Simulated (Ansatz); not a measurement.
## ZnAg: the change of pressure with volume per atom

All results are calculated (Ansatz 0.2.0). Periodic Kohn-Sham DFT of a crystal at fixed atoms; pressure and stress are positive in compression; the energy is the free energy less that of spherical unpolarised free atoms; site moments are those in the method's own spheres, positive along +z.

Cell of the first row (space group Pm-3m, No. 221):
```
ZnAg
1.0
      3.0916     0.0000     0.0000
      0.0000     3.0916     0.0000
      0.0000     0.0000     3.0916
Zn Ag
1 1
Direct
  0.50000 0.50000 0.50000
  0.00000 0.00000 0.00000
```

Settings of every row: method all-electron PAW; functional LDA; relativity scalar; k mesh 12x12x12; filling fermi-dirac; smearing width 0.03 eV; nucleus gaussian.

Atom start moment: 0 on all atoms.

```
row  volume per atom (Å³)  pressure (GPa)
  1                14.774          -1.672
  2                15.089          -4.106
  3                15.403          -6.225
  4                 15.56          -7.178
  5                15.717          -8.066
  6                15.875          -8.888
  7                16.032          -9.657
  8                16.346               ?
  9                 16.66         -12.215
```

Question: what pressure should row 8 give?

Worked fit of pressure. Take u = (V_r/V)^(2/3) − 1 with V_r = 15.639 Å³ an atom, which is twice the finite (Eulerian) strain; such expansions in the strain, on which the Birch-Murnaghan equation of state is built, carry the rest volume and the bulk modulus. The shown rows have u = 0.03866, 0.02415, 0.01019, 0.00338, -0.00331, -0.00994, -0.01641, -0.04129. Least squares give pressure = −7.6295 + 132.335 × u + 540.52 × u² + 603 × u³ GPa; a parabola predicts inner rows, each left out in turn, worse (root mean square 0.01 against 0.0047 GPa). The rows lie off it by -0.001, 0.004, -0.001, -0.002, -0.004, 0.004, 0.001, 0.000. The withheld row has u = -0.02905, so the fit gives −7.6295 + 132.335 × (-0.02905) + 540.52 × (-0.02905)² + 603 × (-0.02905)³ = -11.032 GPa.

The calculation gave -11.033 GPa. The fit lies 0.001 GPa (0.0095 % of the column's range) above it, one unit of the last digit.
